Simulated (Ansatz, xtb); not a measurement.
## Two isomers of C5H4BNS

We compare X, `Bc1sccc1C#N`, a singlet, with Y, `Bc1cc(C#N)cs1`, a singlet. Both are isolated molecules in the gas phase, relaxed with PBE-D3(BJ)/def2-SVP; the shapes shown needn't be the lowest conformers.

X (Å):

```xyz
12

C     0.8064    0.4160    0.2648
C    -1.4381   -0.5517   -0.3384
C    -0.4517   -0.9504   -1.2297
C     0.8215   -0.4042   -0.8913
C     2.0058   -0.6597   -1.6479
B     1.9414    1.1752    0.9487
N     2.9665   -0.8835   -2.2849
S    -0.8203    0.4730    0.8917
H     3.0598    1.1108    0.4823
H     1.7194    1.8327    1.9460
H    -2.5016   -0.8230   -0.3616
H    -0.6282   -1.6069   -2.0915
```

Y (Å):

```xyz
12

C     1.6214   -0.2042    0.0252
C     0.6885    0.5559   -0.6883
C    -0.5962   -0.0553   -0.7871
C    -1.7179    0.5160   -1.4627
C    -0.6366   -1.2997   -0.1372
B     3.0819    0.1070    0.3408
N    -2.6355    0.9909   -2.0203
S     0.8649   -1.6940    0.5691
H     3.5548    1.1519   -0.0616
H     3.7611   -0.6715    0.9805
H     0.9328    1.5323   -1.1280
H    -1.5015   -1.9714   -0.0655
```

Quicker runs give these differences E(Y) − E(X): GFN2-xTB +0.014 eV; HF/STO-3G −0.041 eV (at GFN2-xTB geometries); r2SCAN-D4/def2-SVP +0.003 eV (at GFN2-xTB geometries).

Problem. Estimate which is lower in electronic energy at CCSD(T)/def2-SVP + ΔMP2/def2-TZVPP, and by roughly how much.

Solution. Too close to call at this level: CCSD(T)/def2-SVP + ΔMP2/def2-TZVPP gives E(Y) − E(X) = −0.007 eV.

How the difference moves with the method:

```csv
level,geometry,E(Y) − E(X) (eV),departure from the last row (eV),"job, with rough time for the two"
GFN2-xTB,GFN2-xTB,+0.014,+0.021,"optimisation, 0.13 s"
HF/STO-3G,GFN2-xTB,−0.041,−0.034,"single point, 0.58 s"
r2SCAN-D4/def2-SVP,GFN2-xTB,+0.003,+0.010,"single point, 6.9 s"
PBE-D3(BJ)/def2-SVP,PBE-D3(BJ)/def2-SVP,+0.003,+0.010,"optimisation, 34 s"
HF/def2-SVP,PBE-D3(BJ)/def2-SVP,−0.073,−0.066,part of the CCSD(T) run
MP2/def2-SVP,PBE-D3(BJ)/def2-SVP,+0.029,+0.036,part of the CCSD(T) run
CCSD(T)/def2-SVP,PBE-D3(BJ)/def2-SVP,−0.010,−0.004,single point
CCSD(T)/def2-SVP + ΔMP2/def2-TZVPP,PBE-D3(BJ)/def2-SVP,−0.007,,"single point, 1.9 min"
```

As drawn, both hold the same kinds of bond in the same numbers.

The largest departure from CCSD(T)/def2-SVP + ΔMP2/def2-TZVPP is that of HF/def2-SVP, 0.066 eV. The last row adds to CCSD(T) the change of the MP2 difference between the two basis sets, here +0.004 eV.

With thermal terms from frequencies at re-optimised GFN2-xTB minima (ideal gas, soft modes damped towards free rotors, one conformer each, 298.15 K, 1 atm): on the last row, ΔE + ΔZPE = −0.007, ΔH = −0.007, ΔG = −0.008 eV.

The correlated steps freeze 12 core orbitals. Run with Ansatz 0.2.0, xtb 6.7.1; the last row on 2 threads of Arm Neoverse V2 on a shared host.

Moving the nitrile from the carbon next to the boryl-bearing one (X) to the other β position of the thiophene (Y) costs or gains practically nothing, and the sign of −0.007 eV shouldn't be read as a preference. Both isomers keep BH2 on an α carbon and coplanar with the ring, so boron's empty p orbital can accept π density from the sulfur-containing ring in either case. What differs is how the two acceptors interact. In X they share a formal C=C bond and compete for its density, a penalty probably offset by electron correlation between the neighbouring groups.

The methods fit this picture: Hartree–Fock favours Y by 0.073 eV, MP2 overshoots in favour of X, and CCSD(T) falls between them, close to zero. Zero-point and thermal terms barely alter the balance. Since exchanging the isomers would mean breaking strong ring–substituent bonds, the ratio obtained in a synthesis would probably reflect the route rather than this near-degeneracy.
